Cubic TaO3 (Pm-3m, 4 atoms per cell) at fixed geometry, computed with Ansatz 0.2.0: r2SCAN with collinear spin, PAW, 500 eV plane-wave cutoff, Gaussian smearing of 0.1 eV, light search for lower states. The k meshes are Γ-centred, with 16x16x16 as the reference. Energies are corrected to zero smearing; pressure is positive in compression and corrected for the finite cutoff.

| k mesh | energy less reference (meV per atom) | pressure less reference (GPa) | pressure (GPa) | cell moment (muB) |
| --- | --- | --- | --- | --- |
| 1x1x1 | 4907.8 | 55.09 | 50.25 | 3.000 |
| 2x2x2 | 185.5 | 0.32 | -4.52 | 0.500 |
| 4x4x4 | 15.0 | 0.21 | -4.64 | 1.000 |
| 6x6x6 | 2.7 | 0.07 | -4.77 | 1.000 |
| 8x8x8 | -0.5 | -0.01 | -4.85 | 1.000 |
| 10x10x10 | 1.5 | 0.04 | -4.81 | 1.000 |
| 12x12x12 | -0.6 | -0.02 | -4.86 | 1.000 |
| 14x14x14 | 0.5 | 0.01 | -4.83 | 1.000 |

The first two meshes each give an electronic state of their own, different from that of the rest. From 4x4x4 on the state stays the same, and the energy settles quickly at first and then keeps jumping about by a meV per atom or so. Much of this comes from one fact: the oxygen bands of this crystal are one electron short of full, and the mesh decides how that missing electron can be spread over the bands. At 1x1x1 a second cause joins in, since the Γ point alone misses the bonding between Ta 5d and O 2p. All errors below are relative to the 16x16x16 mesh.

**Where the hole sits**

The calculation treats 31 electrons per cell, while the Ta 5s and 5p shells together with the O 2s and 2p bands hold 32. TaO3 therefore has one hole per cell, and the site moments of the same runs place it on oxygen, about 0.35 μB on each atom. From 4x4x4 on, the cell moment is 1 μB on every mesh. An integer moment in a metal points to a half-metal: one spin direction has only full bands, so its electron count, and with it the moment, cannot depend on the mesh. The gap of that spin direction is not given for these rows, so this is an inference.

**2x2x2: too few levels to share out the holes**

A mesh of eight k points describes a block of eight cells, two along each axis, repeated periodically, and these eight cells hold eight holes. The moment of 0.5 μB per cell means that six holes have one spin and two have the other. Exchange favours holes of one spin, but every hole moved to that spin has to empty a deeper level there. On a fine mesh the next level lies close below, so the move can go on until all holes share one spin. On eight points levels are few, and moving the last two holes probably means emptying a much deeper one. The search for lower states was light, though, so a lower state with all eight holes in one spin may exist on this mesh and have been missed.

The smearing entropy is compatible with this count. If the two holes share a level of six states, each state is one third empty, and the Gaussian occupation formula gives an entropy term of 19.3 meV per cell. The calculation has 19.2. Four holes in six states would give the same value, so the agreement fits a partly filled sixfold level but does not identify it. The energy error of 185.5 meV/atom thus includes a change of magnetic state.

**1x1x1: bonding that the mesh cannot see**

With the Γ point alone, every cell carries the same phase. The p orbitals on opposite sides of a Ta atom then have the same sign, and their overlaps with a Ta d orbital cancel. The Ta 5d–O 2p bonding that helps to hold the crystal together at other k points is absent. The populations agree: Ta 5d holds 2.0 electrons here against 2.7 on the reference mesh, and about one of the 2.0 is an unpaired electron in a d level of its own. The rest is expected to come mainly from mixing with O 2s, which the Γ point allows.

The state changes as well. It has a gap, 3 μB and less than cubic symmetry, with roughly one unpaired electron in Ta 5d and two holes on oxygen. Lost bonding should raise the energy and remove a force that pulls the atoms together, which is the direction of both errors, 4907.8 meV/atom and 55 GPa. The Γ point also gives other interactions between the orbitals the wrong weight, and these runs cannot separate the missing bonding from that or from the change of state.

**10x10x10: why the error comes back**

Within the one remaining state the energy error falls to −0.5 meV/atom at 8x8x8, then returns to 1.5 at 10x10x10. To see why, let $N$ be the number of mesh points along each axis and $a$ the cell edge. Replacing the integral over $k$ by a mesh sum adds the Fourier components of the summed band energy at the repeat distances of a block of $N\times N\times N$ cells, the shortest of which is $Na$. For full bands this energy is a smooth function of $k$, and the components die out exponentially.

A Fermi surface spoils the smoothness. The energy of the occupied states, counted from the Fermi level, reaches zero at the surface and stays zero beyond it, so it has a kink there. In three dimensions a kink on a curved surface gives components that oscillate with distance and shrink as its inverse cube:

$$\delta E(N)\sim \frac{A\cos(\kappa N a+\varphi)}{N^{3}}$$

Here $\delta E$ is the energy error, $A$ its strength, $\kappa$ a wave number set by the size of the Fermi surface and $\varphi$ a phase. The cosine lets the sign change between meshes, as it does from 8x8x8 on.

One row gives a rough size, with the unknown cosine left out. Setting the strength by the 15.0 meV/atom at 4x4x4 gives for 10x10x10

$$15.0\times\left(\frac{4}{10}\right)^{3}\approx 1.0\ \text{meV/atom},$$

against 1.5 in the table, a row not used to set it. An exponential drawn through 4x4x4 and 6x6x6 would leave only 0.09. The cube law gives a scale and no more: at 8x8x8 it is almost four times too large, and a free power fitted to the six rows from 4x4x4 on comes out at −2.5 ± 0.7. The program output below gives the comparison row by row.

Smearing calms the oscillation well only if neighbouring mesh points differ in energy by not much more than its width. O 2p bands are expected to be several eV wide, so even on the finest mesh here many steps should be larger than the smearing of 0.1 eV. The entropy term shows the result. Read as a density of states at the Fermi level, it wanders between 1.3 and 2.3 states per eV and cell from 8x8x8 to 14x14x14, although the crystal is the same. The correction to zero smearing uses this term and passes the noise on: it supplies 0.5 of the 1.5 meV/atom at 10x10x10.

**Pressure follows, except at 2x2x2**

Pressure is the rate at which the free energy falls as the volume grows, so an energy error divided by the volume sets the scale of the pressure error. At 10x10x10, 1.5 meV in 15.53 Å³ is about 0.015 GPa, and the table has 0.04. The factor between the two is 1.4 at 4x4x4 and 2.5 at 6x6x6, as suits a band energy that varies with a modest power of the volume.

At 2x2x2 the same division gives 1.9 GPa, yet the pressure error is only 0.32. The energy error there must change little with the volume, perhaps because contributions of opposite sign cancel; the data do not tell why. Anyone who tested this mesh by pressure alone could accept a wrong magnetic state.

**What to do**

Check the moment and the gap before reading any error; a mesh that changes them is not yet converging. For this cell, 6x6x6 is enough if 3 meV/atom and 0.1 GPa suffice. For a tighter limit, take the scatter over several successive meshes, since the small error at 8x8x8 is followed by a larger one. By the cube law the reference itself may be off by a few tenths of a meV/atom, so the last rows should not be ranked.

A settled mesh does not prove the state right. No stability check was made, and a functional of this kind tends to spread oxygen holes too evenly.

Numerical output:

```
Energy error split and models (first two rows are other states):
       row  from smearing correction meV/atom  free energy error meV/atom  apparent states per eV and cell  N^-3 envelope meV/atom  exponential meV/atom
     1x1x1                            -0.9343                        4909                           0.0284                     960                 196.4
     2x2x2                              1.453                         184                            3.848                     120                 83.33
     4x4x4                              1.179                       13.82                             3.41                      15                    15
     6x6x6                               0.42                        2.28                            2.195                   4.444                   2.7
     8x8x8                            0.05065                     -0.5506                            1.604                   1.875                 0.486
  10x10x10                             0.4965                       1.004                            2.318                    0.96               0.08748
  12x12x12                            -0.1686                     -0.4314                            1.254                  0.5556               0.01575
  14x14x14                             0.2464                      0.2536                            1.917                  0.3499              0.002834
fit of log(abs(energy_less_reference)) on 6 rows (same): constant 5.722 +/- 1.4, coefficient of log(N) -2.533 +/- 0.67; rms 0.569, worst 8x8x8 1.15, leave-one-out rms 0.884
  rows outside the fit (model, value, miss): 1x1x1 5.722, 8.499, -2.78; 2x2x2 3.967, 5.223, -1.26
N^-3 envelope at the 16x16x16 reference, meV/atom: 0.2344
correlation of free energy error with TS from 8x8x8 on, four rows: 0.9238
largest energy error from 8x8x8 on, meV/atom: 1.5
largest pressure error from 8x8x8 on, GPa: 0.04
pressure error over energy error density, 2x2x2: 0.1672
pressure error over energy error density, 4x4x4: 1.357
pressure error over energy error density, 6x6x6: 2.513
pressure error over energy error density, 10x10x10: 2.585
Ta 5d electrons at 1x1x1: 1.955
Ta 5d electrons at 16x16x16: 2.726
Ta 5d spin at 1x1x1, muB: 0.9573
O 2p spin summed over three O at 1x1x1, muB: 2.016
holes of the one spin in eight cells, 2x2x2: 6
holes of the other spin in eight cells, 2x2x2: 2
TS for two holes in six states, meV per cell: 19.28
TS for two holes in three states, meV per cell: 9.641
TS computed at 2x2x2, meV per cell: 19.24
```
